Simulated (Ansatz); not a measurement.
Calibrating HF/def2-TZVPP on fluorocarbon molecules

The vertical ionisation energy (cation less neutral) in eV of 7 fluorocarbon molecules: x at HF/def2-TZVPP, y at CCSD(T)/def2-TZVPP. Shapes, held fixed at every level: PBE0-D4/def2-TZVP. Flexible molecules stand in one conformer, not always the lowest. Programs: Ansatz 0.2.0.

```
                             molecule  x (eV)  y (eV)
          C2H2F2 (1,2-difluoroethene)    9.31   10.41
         C2H2F2 (vinylidene fluoride)    9.37   10.55
C5H3F5 (SMILES FC1=C(F)C(F)(F)C(F)C1)    9.52   10.47
   C4H3F5 (SMILES FC/C(F)=C\C(F)(F)F)    9.98   11.16
                  C2F2 (SMILES FC#CF)   10.26       ?
    C4H3F5 (SMILES FC1C(F)C(F)(F)C1F)   12.16   11.93
         C4F8 (octafluorocyclobutane)   12.68   12.10
```

**Question.** Fit y = c + s·x to the known rows and predict y for C2F2.

**Answer.** 
1. Means of the 6 rows: x = 10.5033, y = 11.103.
2. Σ(Δx)² = 11.432, Σ(Δx·Δy) = 5.5865, so the slope is 5.5865/11.432 = 0.48867.
3. Intercept: 11.103 − (0.48867) × 10.5033 = 5.970. The largest residual of the fit is 0.31.
4. C2F2: 5.970 + 0.48867 × 10.26 = 10.98 eV.

CCSD(T)/def2-TZVPP gives 11.27 eV, so the prediction is off by -0.29 eV, within the largest residual. Uncorrected, HF/def2-TZVPP misses it by -1.01 eV, and the other rows by 0.87 on average. The line removes about 70 % of this miss. Left out in turn, the other rows are missed by 0.16 eV on average, so much of the error is systematic among these molecules. Cations run unrestricted.

Hartree-Fock doesn't err in one direction here. It places the ionisation energy too low for the four alkenes and for difluoroethyne, but too high for the two saturated rings. In the unsaturated molecules the electron leaves a C–C π orbital, and the correlation energy of the broken pair, which Hartree-Fock lacks, is lost with it. In the cyclobutanes the hole lies in σ orbitals mixed with fluorine lone pairs. If it is spread over the ring, a single determinant probably describes the relaxation around it poorly and leaves the cation too high, though a cation solution above the lowest one would look the same.

The shallow slope therefore mostly reflects the step between these two classes, not a general scaling of Hartree-Fock energies. Difluoroethyne, a π ionizer, has an error like that of the alkenes, and a constant shift taken from them alone would have come closer than the line. With both saturated molecules being four-membered rings, the data can't tell whether the reversed sign belongs to saturated fluorocarbons in general.
